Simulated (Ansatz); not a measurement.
**How methods differ on AlH2ClF− (SMILES [F][AlH2-][Cl])**

AlH2ClF−: 5 atoms, total charge -1, spin state singlet. As SMILES, `[F][AlH2-][Cl]`. The shape comes from GFN2-xTB, which is rough for such elements, and wasn't checked as a minimum.

```xyz
5

F    -1.1933    0.1142    1.2287
Al   -0.0869    0.0623   -0.0524
Cl    1.6539   -0.9929    0.5113
H    -0.7327   -0.7218   -1.2690
H     0.3590    1.5383   -0.4186
```

Quantity: the energy change with the F1–Al2 bond stretched from 1.693 to 4.234 Å, in eV. The values are calculated.

| level | kind | program | value (eV) | less FCI/STO-3G | CPU time (all runs) |
| --- | --- | --- | --- | --- | --- |
| HF/STO-3G (restricted) | Hartree–Fock | Ansatz | 9.90 | +3.74 | 0.39 s |
| BLYP/STO-3G (restricted) | GGA | Ansatz | 6.91 | +0.75 | 3.9 s |
| revPBE/STO-3G (restricted) | GGA | Ansatz | 6.80 | +0.64 | 3.9 s |
| B3LYP/STO-3G (restricted) | global hybrid | Ansatz | 7.67 | +1.51 | 4.1 s |
| CAM-B3LYP/STO-3G (restricted) | range-separated hybrid | Ansatz | 8.49 | +2.33 | 4.4 s |
| wB97M-V/STO-3G (restricted) | range-separated hybrid | Ansatz | 8.72 | +2.56 | 60 s |
| CCSD/STO-3G (restricted) | coupled cluster or CI | Ansatz | 6.26 | +0.10 | 0.69 s |
| CCSDTQ/STO-3G (restricted) | coupled cluster or CI | Ansatz | 6.16 | 0.00 | 61 s |
| FCI/STO-3G | exact in the basis | Ansatz | 6.16 | 0.00 | 9.6 s |

FCI/STO-3G is exact within its basis and frozen core, so for wave-function methods in that basis the difference is their error; functionals converge differently with the basis, so for them it is only a difference. Spin-restricted single references rise too steeply as a bond breaks, Hartree–Fock most of all. Perturbation and coupled-cluster corrections on them can overshoot downwards. Sets without diffuse functions describe the anion poorly. The first shape isn't each level's own minimum. The values span 6.16 to 9.90 eV. All rows use very small basis sets, so even the best lies far from the true value. Times are those of the runs behind each value, whatever else they computed, on shared processors of several kinds: orders of magnitude only.

Restricted Hartree–Fock puts the stretching energy 3.74 eV above the exact result in the basis, while CCSD cuts the excess to 0.10 eV. This suggests that the missing correlation is mainly that of a single separating electron pair, which double excitations largely capture. Among the functionals, the energy rises from the GGAs through B3LYP to the range-separated hybrids, in line with a growing share of exact exchange at long range. That exchange brings back the Hartree–Fock penalty for keeping both electrons in one shared orbital.

So large a penalty is unexpected for this anion, which should separate into closed-shell fluoride and neutral AlH2Cl, a limit that a restricted determinant can describe. The minimal basis probably destabilises compact, electron-rich fluoride so much that a radical-pair configuration gains undue weight. The strong correlation seen here may therefore be largely a product of the basis rather than a trait of the Al–F bond. Two geometries alone can't show where along the stretch it sets in.
